**Electron binding to AlCu$_2^+$ from Hartree–Fock to hybrid functionals**

The table holds the vertical electron affinity of singlet AlCu$_2^+$, giving the neutral doublet, at a fixed linear PBE-D4 geometry for HF and six D4-corrected functionals in def2-TZVP. The program tests whether the affinity is linear in the exact-exchange fraction along r2SCAN, r2SCANh and r2SCAN0, compares the HF value with frozen-orbital estimates, counts the cation's valence orbitals by symmetry and takes a bond-length slope from GFN1-xTB forces. The semilocal rows span 0.088 eV and their mean lies 1.208 eV above HF. The affinity falls with exact exchange, but r2SCANh lies 0.036 eV below the straight chord, well beyond rounding, and extrapolations to full exact exchange scatter from 4.21 to 6.39 eV. HF exceeds its frozen-orbital value by 0.560 or 0.929 eV, depending on which empty level it is counted from.

Vertical electron affinity of the AlCu₂⁺ cation (charge +1 e, singlet), which gives the neutral doublet, at HF and DFT-D4 levels with the def2-TZVP basis. All rows share one fixed PBE-D4/def2-TZVP geometry. Calculated with Ansatz 0.2.0, with tblite 0.8.0 for the GFN1-xTB runs quoted in the text.

## Numerical check

```python
# Table: vertical electron affinity (eV) of singlet AlCu2+ (-> neutral doublet) at a fixed linear PBE-D4
# geometry; Ansatz program, HF and six D4-corrected functionals, def2-TZVP. Tested: linearity in the
# exact-exchange fraction a, the Koopmans bound, orbital counting, sensitivity to bond length.
T = {
    'result_level': ['HF/def2-TZVP', 'PBE-D4/def2-TZVP', 'revPBE-D4/def2-TZVP', 'BLYP-D4/def2-TZVP', 'r2SCAN-D4/def2-TZVP', 'r2SCANh-D4/def2-TZVP', 'r2SCAN0-D4/def2-TZVP'],
    'result_electron_affinity': [4.348, 5.608, 5.52, 5.567, 5.528, 5.396, 5.289],  # eV
}
import numpy as np
E = {l.split('/')[0].replace('-D4', ''): e for l, e in zip(T['result_level'], T['result_electron_affinity'])}
r = 0.0005
print("Rounding of table +-%.4f eV; of a difference +-%.3f eV" % (r, 2*r))
for k, v in E.items():
    if k != 'HF': print("%-8s EA %.3f eV, above HF by %.3f eV" % (k, v, v-E['HF']))
s = np.array([E[k] for k in ('PBE', 'revPBE', 'BLYP', 'r2SCAN')])
d = np.array([v for k, v in E.items() if k != 'HF'])
print("Semilocal rows: mean %.3f, spread %.3f eV (%.1f%%), mean - HF %.3f eV" % (s.mean(), np.ptp(s), 100*np.ptp(s)/s.mean(), s.mean()-E['HF']))
print("All six DFT rows: spread %.3f eV (%.1f%% of mean)" % (np.ptp(d), 100*np.ptp(d)/d.mean()))
print("PBE-revPBE %.3f, PBE-BLYP %.3f, r2SCAN-revPBE %.3f eV" % (E['PBE']-E['revPBE'], E['PBE']-E['BLYP'], E['r2SCAN']-E['revPBE']))
a = np.array([0, 0.10, 0.25]); names = ['r2SCAN', 'r2SCANh', 'r2SCAN0']  # defining fractions
y = np.array([E[n] for n in names])
k1, c1 = np.polyfit(a, y, 1); k2 = E['HF']-y[0]
print("Model A, fitted line: EA = %.3f %+.3f a (eV)" % (c1, k1))
print("Model B, line r2SCAN (a=0) to HF (a=1, correlation also removed): slope %+.3f eV" % k2)
for n, x, v in zip(names, a, y):
    print("  %-8s a=%.2f table-A %+.3f, table-B %+.3f eV" % (n, x, v-c1-k1*x, v-y[0]-k2*x))
sl = np.diff(y)/np.diff(a)
print("Steps %.3f, %.3f eV (total %.3f); per 10%% exact exchange %.3f then %.3f eV, ratio %.2f" % (*np.diff(y), y[2]-y[0], *(sl/10), sl[0]/sl[1]))
bend = y[1]-(0.6*y[0]+0.4*y[2])
print("r2SCANh minus straight chord: %+.3f eV (rounding allows +-%.3f)" % (bend, 2*r))
ex = {'fitted line': c1+k1, 'first slope': y[0]+sl[0], 'last slope': y[2]+0.75*sl[1],
      'parabola': np.polyval(np.polyfit(a, y, 2), 1)}
for n, v in ex.items(): print("  extrapolated to a=1, %-11s %.2f eV, minus HF %+.2f eV" % (n, v, v-E['HF']))
# Below: typed from further outputs of the same runs
occ = np.array([14, 4, 5, 12])  # HF cation doubly occupied orbitals, A1 A2 B1 B2 (B2 odd along axis)
parts = np.array([[3, 0, 0, 3], [4, 2, 2, 4], [3, 2, 2, 3], [3, 0, 1, 1]])  # 2Cu 1s-3s, 2p3p, 3d; Al 1s2s2p
left = occ-parts.sum(0)
print("Cation electrons %d, orbitals %d; cores + Cu 3d by A1 A2 B1 B2: %s" % (2*29+13-1, occ.sum(), parts.sum(0)))
print("Left for valence: %s = one sigma-g and one sigma-u, no pi" % left)
lpi, lsg = -3.787744, -3.419252
print("HF cation empty levels: pair %.3f, single %.3f, gap %.3f eV" % (lpi, lsg, lsg-lpi))
print("HF EA minus frozen-orbital value: %.3f eV (pair filled), %.3f eV (single filled)" % (E['HF']+lpi, E['HF']+lsg))
cu = np.array([2.06, 0.54, 0.86]); R = np.linalg.norm(cu); u = cu/R
F = {'HF cation': [1.275046, 0.33634, 0.53255], 'GFN1 cation': [0.75819, 0.2, 0.31667],
     'GFN1 neutral': [1.16243, 0.30665, 0.48552]}
f = {n: float(np.dot(v, u)) for n, v in F.items()}
print("Al-Cu distance %.2f A" % R)
for n, v in f.items(): print("  outward force on Cu, %-12s %.2f eV/A" % (n, v))
df = f['GFN1 neutral']-f['GFN1 cation']
print("GFN1 force change on adding electron %+.2f eV/A; dEA/dr (both bonds) %.2f eV/A" % (df, 2*df))
print("GFN1: stretching both bonds 0.01 A moves EA by %.3f eV" % (0.02*df))
qcu, qal = 0.2484+0.1592, 0.5032-0.3183
print("GFN1 added electron: each Cu %.2f e, both Cu %.2f e, Al %.2f e" % (qcu, 2*qcu, qal))
dE, lc, hn, ln = -265.032545+276.174744, -13.66722, -8.655518, -7.266802
print("GFN1 raw energy difference %.2f eV (shifted); midpoint of cation LUMO, neutral HOMO %.2f eV" % (dE, -(lc+hn)/2))
print("GFN1 level rise on filling %.2f eV; neutral HOMO-LUMO gap %.2f eV" % (hn-lc, ln-hn))
assert E['HF'] < d.min() and y[0] > y[1] > y[2]
assert E['HF'] > -lpi
assert bend < -2*r
assert list(left) == [1, 0, 0, 1]
```

Running it gives:

```
Rounding of table +-0.0005 eV; of a difference +-0.001 eV
PBE      EA 5.608 eV, above HF by 1.260 eV
revPBE   EA 5.520 eV, above HF by 1.172 eV
BLYP     EA 5.567 eV, above HF by 1.219 eV
r2SCAN   EA 5.528 eV, above HF by 1.180 eV
r2SCANh  EA 5.396 eV, above HF by 1.048 eV
r2SCAN0  EA 5.289 eV, above HF by 0.941 eV
Semilocal rows: mean 5.556, spread 0.088 eV (1.6%), mean - HF 1.208 eV
All six DFT rows: spread 0.319 eV (5.8% of mean)
PBE-revPBE 0.088, PBE-BLYP 0.041, r2SCAN-revPBE 0.008 eV
Model A, fitted line: EA = 5.514 -0.937 a (eV)
Model B, line r2SCAN (a=0) to HF (a=1, correlation also removed): slope -1.180 eV
  r2SCAN   a=0.00 table-A +0.014, table-B +0.000 eV
  r2SCANh  a=0.10 table-A -0.024, table-B -0.014 eV
  r2SCAN0  a=0.25 table-A +0.010, table-B +0.056 eV
Steps -0.132, -0.107 eV (total -0.239); per 10% exact exchange -0.132 then -0.071 eV, ratio 1.85
r2SCANh minus straight chord: -0.036 eV (rounding allows +-0.001)
  extrapolated to a=1, fitted line 4.58 eV, minus HF +0.23 eV
  extrapolated to a=1, first slope 4.21 eV, minus HF -0.14 eV
  extrapolated to a=1, last slope  4.75 eV, minus HF +0.41 eV
  extrapolated to a=1, parabola    6.39 eV, minus HF +2.04 eV
Cation electrons 70, orbitals 35; cores + Cu 3d by A1 A2 B1 B2: [13  4  5 11]
Left for valence: [1 0 0 1] = one sigma-g and one sigma-u, no pi
HF cation empty levels: pair -3.788, single -3.419, gap 0.368 eV
HF EA minus frozen-orbital value: 0.560 eV (pair filled), 0.929 eV (single filled)
Al-Cu distance 2.30 A
  outward force on Cu, HF cation    1.42 eV/A
  outward force on Cu, GFN1 cation  0.85 eV/A
  outward force on Cu, GFN1 neutral 1.30 eV/A
GFN1 force change on adding electron +0.45 eV/A; dEA/dr (both bonds) 0.90 eV/A
GFN1: stretching both bonds 0.01 A moves EA by 0.009 eV
GFN1 added electron: each Cu 0.41 e, both Cu 0.82 e, Al 0.18 e
GFN1 raw energy difference 11.14 eV (shifted); midpoint of cation LUMO, neutral HOMO 11.16 eV
GFN1 level rise on filling 5.01 eV; neutral HOMO-LUMO gap 1.39 eV
```
